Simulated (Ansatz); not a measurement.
## Mg: energy change per atom and pressure as volume scale varies

All results are calculated (Ansatz 0.2.0). Plane-wave DFT, scalar-relativistic PAW made under PBE with cores redone for the functional, no dispersion; the given relaxed cell is scaled uniformly, energy at zero smearing counts from the unscaled cell, pressure at the given Fermi-Dirac smearing is positive in compression.

The cell before it is scaled or strained (space group P6_3/mmc, No. 194):
```
Mg
1.0
      3.1764     0.0000     0.0000
     -1.5882     2.7508     0.0000
      0.0000     0.0000    10.3306
Mg
4
Direct
  0.00000 1.00000 0.00000
  0.00000 0.00000 0.50000
  0.33333 0.66667 0.25000
  0.66667 0.33333 0.75000
```

Settings of every row: spin polarised no; functional PBEsol; wave cutoff 420 eV; smearing width 0.1 eV; k mesh 13x13x4.

Atom starting moment: 0 on all atoms.

Limits: the cell comes from a prototype or a list of computed structures and needn't be the stable phase.

```csv
row,volume scale,V (Å³/atom),energy change per atom (meV),pressure (GPa)
1,0.88,19.858,47.48,6.18
2,0.92,20.761,19.95,3.74
3,0.96,21.664,4.87,1.74
4,1.04,23.469,?,?
5,1.08,24.372,13.84,-2.35
6,1.12,25.274,29.81,-3.25
```

Question: what energy change per atom and pressure should row 4 give?

Worked fit of energy change per atom. Take u = (V_r/V)^(2/3) − 1 with V_r = 21.664 Å³ an atom, which is twice the finite (Eulerian) strain; such expansions in the strain, on which the Birch-Murnaghan equation of state is built, carry the rest volume and the bulk modulus. The shown rows have u = 0.05975, 0.02879, 0, -0.07552, -0.09765. Least squares give energy change per atom = 4.875 + 345.65 × u + 6152.9 × u² meV; a straight line predicts inner rows, each left out in turn, worse (root mean square 16 against 0.032 meV). The rows lie off it by -0.01, 0.02, 0.00, -0.02, 0.02. Its lowest point lies at u = -0.0281, or V = 22.61 Å³ an atom, and the curvature there gives the bulk modulus at fixed shape and fractions, B = (4/9)(1 + u)² E″(u)/V = 36.6 GPa. Letting shape and atoms relax would as a rule lower it, by much in layered, chain or molecular crystals. The withheld row has u = -0.05195, so the fit gives 4.875 + 345.65 × (-0.05195) + 6152.9 × (-0.05195)² = 3.52 meV.

The calculation gave 3.49 meV. The fit lies 0.03 meV (0.068 % of the column's range) above it; its largest miss of a shown row is 0.02 meV.

Worked fit of pressure. Take u = (V_r/V)^(2/3) − 1 with V_r = 21.664 Å³ an atom, which is twice the finite (Eulerian) strain; such expansions in the strain, on which the Birch-Murnaghan equation of state is built, carry the rest volume and the bulk modulus. The shown rows have u = 0.05975, 0.02879, 0, -0.07552, -0.09765. Least squares give pressure = 1.741 + 65.42 × u + 147.3 × u² GPa; a straight line predicts inner rows, each left out in turn, worse (root mean square 0.39 against 0.011 GPa). The rows lie off it by 0.00, -0.01, 0.00, 0.01, -0.01. The pressure vanishes at u = -0.0284, or V = 22.62 Å³ an atom, and there the bulk modulus at fixed shape and fractions is B = −V dP/dV = (2/3)(1 + u) dP/du = 36.9 GPa. Letting shape and atoms relax would as a rule lower it, by much in layered, chain or molecular crystals. The withheld row has u = -0.05195, so the fit gives 1.741 + 65.42 × (-0.05195) + 147.3 × (-0.05195)² = -1.26 GPa.

The calculation gave -1.25 GPa. The fit lies 0.01 GPa (0.11 % of the column's range) below it, one unit of the last digit.
